Appendix A. Pairing near a band edge: Tc and the shift of the chemical potential

A.1 Model and conventions

Energies ε are counted from the bottom of a single band, ξ = ε − μ, and N(ε) is the density of states per spin and per volume. EF is the Fermi energy of the normal state at T = 0, N0 = N(EF), N′ = dN/dε at EF, and k is Boltzmann's constant. A constant attraction V acts between the pair states (p↑, −p↓) whose energy lies in a window, and λ = N0V. For EF < ħω the window runs from the band bottom, ε = 0, to W = EF + ħω. W is a parameter of the Hamiltonian: it stays fixed on the ε scale when μ or T changes. Hartree terms are dropped. With E = √(ξ² + Δ²) and sums over the pair states of the window, per volume, BCS mean-field theory gives

(A1) Ω = Δ²/V + Σ [ξ − E − 2kT ln(1 + e^(−E/kT))],
(A2) 1/V = K(Δ, μ, T) = Σ tanh(E/2kT)/(2E),
(A3) n = −∂Ω/∂μ = Σ [1 − (ξ/E) tanh(E/2kT)].

States above W are unpaired and empty up to terms of order e^(−ħω/kT). The isotope exponent is α = −d ln Tc/d ln M with ω ∝ M^(−1/2), at fixed V, n and band mass.

A.2 The smallest unit: two mirror levels

Take two levels at ξ = +a and ξ = −a with g₊ and g₋ pair states, G = g₊ + g₋, and hold μ midway by a reservoir. Both levels have the same E = √(a² + Δ²), so (A2) and (A3) are solved by inspection:

(A4) 1/V = G tanh(E/2kT)/(2E),
(A5) δn = n_s − n_n = (g₊ − g₋)[tanh(a/2kT) − (a/E) tanh(E/2kT)].

The gap depends on the sum of the degeneracies and the particle number on their difference. For a = 1 meV and VG/2 = 1.25 meV, (A4) at T = 0 gives E = 1.25 meV and Δ = 0.75 meV, and (A5) gives δn = 0.2 (g₊ − g₋). Setting Δ = 0 in (A4) gives tanh(a/2kTc) = 0.8, so kTc = a/ln 9 = 0.455 meV and Tc = 5.28 K. Pairing fills the upper level partly and empties the lower one by the same fraction. If there are more states above μ than below, the number grows at fixed μ, and at fixed number μ has to fall.

Define κ(ξ) = tanh(ξ/2kT)/(2ξ). Expanding one term of (A3) to first order in Δ² gives −Δ² κ′(ξ), which is Δ² times the μ derivative of the same term of K. Hence for any set of levels, near Tc,

(A6) δn = Δ² ∂K/∂μ, with K taken at Δ = 0.

For a ≫ kT and a ≫ Δ the two-level results become K = (g₊ + g₋)/(2a) and δn = (g₊ − g₋)Δ²/(2a²). In the example the last form gives 0.28 (g₊ − g₋) in place of 0.2, because Δ/a is not small.

A band is a stack of such mirror pairs, with g± = N(μ ± a) da. Three consequences can be read off. A flat band has both partners for a < EF, which add N0 da/a to K, and only the upper partner for EF < a < ħω, which adds N0 da/(2a). The sum is N0[ln(EF/kT) + ½ ln(ħω/EF)] = N0 ln(√(EF ħω)/kT) up to a constant: the geometric mean. The same unpartnered levels give δn = N0Δ² ∫ da/(2a²) = (N0Δ²/2)(1/EF − 1/ħω). A slope makes g₊ − g₋ = 2N′a da, so δn = N′Δ² ∫ da/a, which is the logarithm that also appears in the gap equation. Two levels alone need VG/2 > a to pair and contain no logarithm, so the constants require a continuum. The smallest one is a box.

A.3 Flat band with one edge: exact solution

Let N(ε) = N0 for ε > 0, the two-dimensional parabolic band, with n = 2N0EF. At T = 0, (A2) and (A3) are elementary:

2/λ = asinh(μ/Δ) + asinh((W − μ)/Δ),
W − 2EF = √((W − μ)² + Δ²) − √(μ² + Δ²).

Put μ = Δ sinh p, W − μ = Δ sinh q, u = 1/λ = (p + q)/2 and d = (q − p)/2. Then W = 2Δ sinh u cosh d and W − 2EF = 2Δ sinh u sinh d. The difference of the squares is 4EF(W − EF) = 4Δ² sinh²u, and μ = Δ sinh(u − d). Therefore, for any coupling,

(A7) Δ0 = √(EF ħω)/sinh(1/λ),
(A8) μ_s − EF = −½(ħω − EF)[coth(1/λ) − 1].

The geometric mean in (A7) is exact. For EF = ħω the window is symmetric, the usual ħω/sinh(1/λ) returns and μ does not move.

At finite T the number equation still integrates, since (ξ/E) tanh(E/2kT) = d/dξ [2kT ln cosh(E/2kT)]. For kT ≪ EF each ln cosh equals its argument minus ln 2 up to e^(−EF/kT), and the second T = 0 equation holds with Δ(T). It describes a hyperbola in the (μ, Δ) plane with foci at 0 and W:

(A9) μ_s(T) = W/2 − ½(ħω − EF) √(1 + Δ(T)²/(EF ħω)) ≈ EF − (Δ²/4)(1/EF − 1/ħω).

The normal-state value is μ_n = EF with the same accuracy. The expanded form equals −δn/(2N0) with the δn of the unpartnered levels.

For Tc use the identity, with γ Euler's constant and f the Fermi function,

∫ from 0 to a of tanh(ξ/2kT) dξ/ξ = ln(A a/kT) + 2 ∫ from a to ∞ of f(ξ) dξ/ξ, A = 2e^γ/π = 1.134.

Equation (A2) at Δ = 0 is 1/λ = ½[ln(A EF/kTc) + ln(A ħω/kTc)], so

(A10) kTc = 1.134 √(EF ħω) exp(−1/λ), α = 1/4.

Only the upper edge follows the phonon, Tc ∝ ω^(1/2) ∝ M^(−1/4). The neglected terms are the tail integral, about +e^(−x)/x in ln Tc with x = EF/kTc, and the thermal shift of μ_n by −kT e^(−x), which gives −e^(−x)/(2x). The net relative correction is about e^(−x)/(2x).

As inputs take EF = 12.5 meV and ħω = 100 meV, so √(EF ħω) = 35.36 meV, and λ = 0.25, chosen large enough to show the differences. Then kTc = 0.7342 meV, Tc = 8.52 K, x = 17.0 and the correction is about 1 × 10⁻⁹. The symmetric formula 1.134 ħω exp(−1/λ) would give 24.1 K, larger by √8 = 2.83. Equation (A7) gives Δ0 = 1.2955 meV and Δ0/kTc = 1.7645, against the weak-coupling limit πe^(−γ) = 1.7639. Equation (A8) gives μ_s − EF = −29.36 μeV and the expanded form of (A9) gives −29.37 μeV.

A.4 Sloping density of states

To isolate the slope take a symmetric window, EF − ħω < ε < EF + ħω, with N = N0 + N′(ε − EF) and |N′|ħω < N0, and work to first order in N′. At μ = EF the slope is odd in ξ and drops out of (A2), so Δ0 = ħω/sinh u and the edge energy is Eω = ħω coth u. In (A3) the flat part cancels between the two phases and the slope leaves

δn = 2N′ ∫ from 0 to ħω of (ξ − ξ²/E) dξ = N′[Δ0² u − ħω(Eω − ħω)] = N′Δ0² [u − (1 − e^(−2u))/2].

The response of the flat part to μ is ∂n/∂μ = 2N0 ħω/Eω. Setting δn + (∂n/∂μ) δμ = 0,

(A11) μ_s − μ_n = −(N′/2N0) Δ0² coth u [u − (1 − e^(−2u))/2] → −(N′/2N0) Δ0² (1/λ − ½).

The leading logarithm is the general statement

(A12) μ_s − μ_n ≈ −(N′/2N0) Δ²/(N0V).

For λ = 0.25 the factor that multiplies −(N′/2N0)Δ0² in (A11) is 3.50, and (A12) replaces it by 4, which is 14 % too large.

Near Tc, (A6) applies. Integration by parts gives ∂K/∂μ = −N′∫ξκ′ dξ = N′(1/λ − 1), because ξκ goes from −½ to +½ across the window and ∫κ dξ = 1/λ. The bracket thus runs from 1/λ − 1 at Tc to 1/λ − ½ at T = 0.

Both limits follow from the dependence of the pairing scale on μ. Along the critical line K(μ, Tc) = 1/V, and T ∂K/∂T = −N0, so ∂K/∂μ = N0 d ln Tc/dμ. With ∂n/∂μ = 2N0,

(A13) μ_s − μ_n = −(Δ²/2) d ln Tc/dμ (T near Tc).

At T = 0 the weak-coupling condensation energy Ω_s − Ω_n = −N(μ)Δ0²/2 gives δn = N′Δ0²/2 + N0Δ0² d ln Δ0/dμ, and Δ0 ∝ Tc, so

(A14) μ_s − μ_n = −(Δ0²/2)[d ln Tc/dμ + N′/(2N0)] (T = 0).

The derivatives are taken at fixed V and fixed window edges. For the flat band d ln Tc/dμ = ½(1/EF − 1/ħω), which reproduces (A9); for the slope it is (N′/N0)(1/λ − 1), which reproduces (A11). If the window is carried along with μ during the differentiation, one finds 1/λ + ½ at T = 0. That derivative changes the Hamiltonian and is not the particle number (A3). The leading logarithm is the same in both cases.

A.5 Square-root density of states

For a three-dimensional parabolic band N(ε) = N0 √(ε/EF), N′/N0 = 1/(2EF) and n = (4/3)N0EF. Let S = √(W/EF) = √(1 + ħω/EF) and y = ε/EF. Split √y = 1 + (√y − 1) in (A2). The first part is the flat band. In the second the factor tanh can be replaced by its sign, with a relative correction of order (kT/EF)², and (√y − 1)/|y − 1| = ±1/(1 + √y). The range 0 < y < 1 gives −(1 − ln 2) and the range 1 < y < S² gives S − 1 − ln((1 + S)/2). Thus

(A15) kTc = 1.134 √(EF ħω) Φ exp(−1/λ), Φ = 4e^(S−2)/(1 + S),

or, using ħω = EF(S² − 1) and Δ0 = πe^(−γ) kTc,

(A16) 1/λ = ln(8EF/Δ0) + S − 2 + ½ ln[(S − 1)/(S + 1)].

The isotope exponent follows from the upper edge alone: ∂K/∂ ln ω = N(W)/2, so d ln Tc/d ln ω = N(W)/(2N0) and

(A17) α = N(W)/(4N0) = S/4.

The value 1/4 belongs to the flat band. In the square-root band α exceeds 1/4 always and exceeds 1/2 for ħω > 3EF, because a constant V with a sharp cutoff gives full weight to the many states near W.

For the shift, differentiate (A16) with EF replaced by μ, at fixed W and V. Here dS/dμ = −S/(2μ) and d(1/λ)/dμ = −1/(2μλ), so μ d ln Tc/dμ = ½[1/λ + 2 − S³/(S² − 1)]. Equations (A13) and (A14) become

(A18) μ_s − μ_n = −(Δ²/4EF) B, with Bc = 1/λ + 2 − S³/(S² − 1) near Tc and B0 = 1/λ + C, C = 5/2 − S³/(S² − 1), at T = 0.

Equation (A12) corresponds to B = 1/λ. The function S³/(S² − 1) has its minimum 2.598 at S² = 3, so C is negative and (A12) always overstates the magnitude. Eliminating λ with (A16),

(A19) B0 = ln(8EF/Δ0) + ½ + ½ ln[(S − 1)/(S + 1)] − S/(S² − 1).

For S → ∞ this tends to ln(8EF/Δ0) + ½, independent of the cutoff, while 1/λ grows like S. The logarithm that controls the shift is ln(EF/Δ0). It can be written as 1/(N0V) only while S − 2 is small compared with that logarithm.

A.6 Numbers for Nb-doped SrTiO3

The inputs are typical or approximate values for light doping, used in a one-band idealisation: band mass 2 mₑ, EF = 12.5 meV, cutoff ħω = 100 meV (approximately the highest longitudinal optical phonon) and Tc = 0.2 K. They give S = 3, kF = 0.810 nm⁻¹, n = kF³/3π² = 1.80 × 10¹⁹ cm⁻³ and N0 = 3n/(4EF) = 1.08 eV⁻¹ nm⁻³. The coupling is fitted to Tc, so Tc itself tests nothing. With kTc = 17.23 μeV,

Δ0 = 30.40 μeV, Δ0/EF = 2.43 × 10⁻³, Δ0²/(4EF) = 18.48 neV, ln(8EF/Δ0) = 8.10.

The flat-band formula (A10) needs 1/λ = 7.75 (λ = 0.129). The square-root band has Φ = e at S = 3 and needs 1/λ = 8.75 (λ = 0.114, V = 0.106 eV nm³). At equal λ the flat-band formula would be low by the factor 2.72. The table keeps Δ0/EF at the value above and varies the cutoff.

ħω/EF | S | Φ | α | 1/λ | C | B0 | (1/λ)/B0
3 | 2 | 1.33 | 0.50 | 7.55 | −1/6 | 7.38 | 1.02
8 | 3 | 2.72 | 0.75 | 8.75 | −7/8 | 7.88 | 1.11
24 | 5 | 13.4 | 1.25 | 10.90 | −65/24 | 8.19 | 1.33

B0 changes little and approaches 8.60 for an infinite cutoff, while 1/λ keeps rising. For S = 3 the shift at T = 0 is −146 neV, and the leading logarithm (A12) gives −162 neV, 11 % more. A flat band with the same EF, ħω and Δ0 has only the edge term, −(7/8)(18.48 neV) = −16.2 neV. The shift is 0.48 % of the gap and 5.3 times the condensation energy per electron, 3Δ0²/(8EF) = 27.7 neV. The feedback of the shifted μ on Δ0 changes these values by a relative amount (Δ0B0/2EF)² ≈ 9 × 10⁻⁵.

At finite temperature the two phases have to be compared at the same T, because μ_n itself moves: the Sommerfeld expansion gives μ_n = EF − π²(kT)²/(12EF), a shift of −19.5 neV at Tc with slope −0.195 μeV/K. Below Tc the gap follows from K(Δ) = K(0) − 7ζ(3)N0Δ²/(8π²k²T²) and K(0) = 1/V + N0(1 − T/Tc), which give Δ² = 9.38 (kTc)²(1 − T/Tc), where 9.38 = 8π²/(7ζ(3)). With Bc = 7.38 for S = 3,

μ_s − μ_n = −0.411 μeV × (1 − T/Tc).

The slope dμ/dT therefore jumps at Tc by 2.06 μeV/K, from −0.195 μeV/K above to +1.86 μeV/K below, and μ(T) has a cusp-like maximum at Tc. In a bulk crystal charge neutrality fixes n, which is the condition used throughout.

A.7 Comparison with the general statement, and its limits

For a flat band with kTc ≪ EF < ħω the statements kTc = 1.134 √(EF ħω) exp(−1/λ) and α = 1/4 hold up to terms of order e^(−EF/kTc), and the gap counterpart (A7) is exact in mean-field theory at any λ. They do not carry over to the square-root band, where Φ and α = S/4 appear. The shift (A12) is the leading term of (A11) and (A18). It misses a constant in the bracket, −½ for a pure slope and C for the square-root band, and it vanishes for the flat band, where the edge term of (A9) is all that remains. That term is smaller than the three-dimensional shift by roughly one power of the logarithm.

Two effects outside the model rival the terms kept. First, for a dilute gas with a short-range attraction the polarisation of the medium lowers the prefactor of Tc by (4e)^(1/3) = 2.2 in three dimensions (Gor'kov and Melik-Barkhudarov, 1961). This is comparable to Φ at S = 3. A constant factor does not enter d ln Tc/dμ directly, but at given Tc it would lower the fitted 1/λ by 0.80 and B0 by 10 %, as much as the constant C. For the crystal the model shift should thus be quoted as about −0.15 μeV. Second, and more important, V in a doped polar crystal is screened by the carriers and depends on n. The term 1/(2λ) in EF d ln Tc/dEF then becomes (1/λ)(½ + d ln V/d ln EF). A coupling V ∝ 1/N0, as in the limit of strong static screening, cancels the leading logarithm completely. What survives is thermodynamics. Near Tc the free-energy difference per volume is F_s − F_n = −ΔC (Tc − T)²/(2Tc), with ΔC the jump of the specific heat per volume, and its derivative with respect to n gives

(A20) μ_s − μ_n = −(ΔC/Tc)(Tc − T) dTc/dn.

With the BCS value ΔC = 9.38 N0k²Tc and dn = 2N0 dμ this is (A13). The shift is negative where Tc rises with doping and positive where it falls, so across the superconducting dome of SrTiO3 it changes sign, which a constant V in a square-root band at weak coupling does not produce.

The same caution applies to α. For EF < ħω the small parameter of Migdal's theorem is absent and the sharp cutoff only stands for the decay of the interaction at high energy, so (A17) shows how the states above EF weight the exponent and is no prediction. Replacing ¹⁶O by ¹⁸O in SrTiO3 also softens the transverse optical mode towards ferroelectric order, so V cannot be held fixed under that substitution. Further titanium t2g bands fill as the doping rises; each adds its own edge, with mirror-level contributions of the form (A4) and (A5).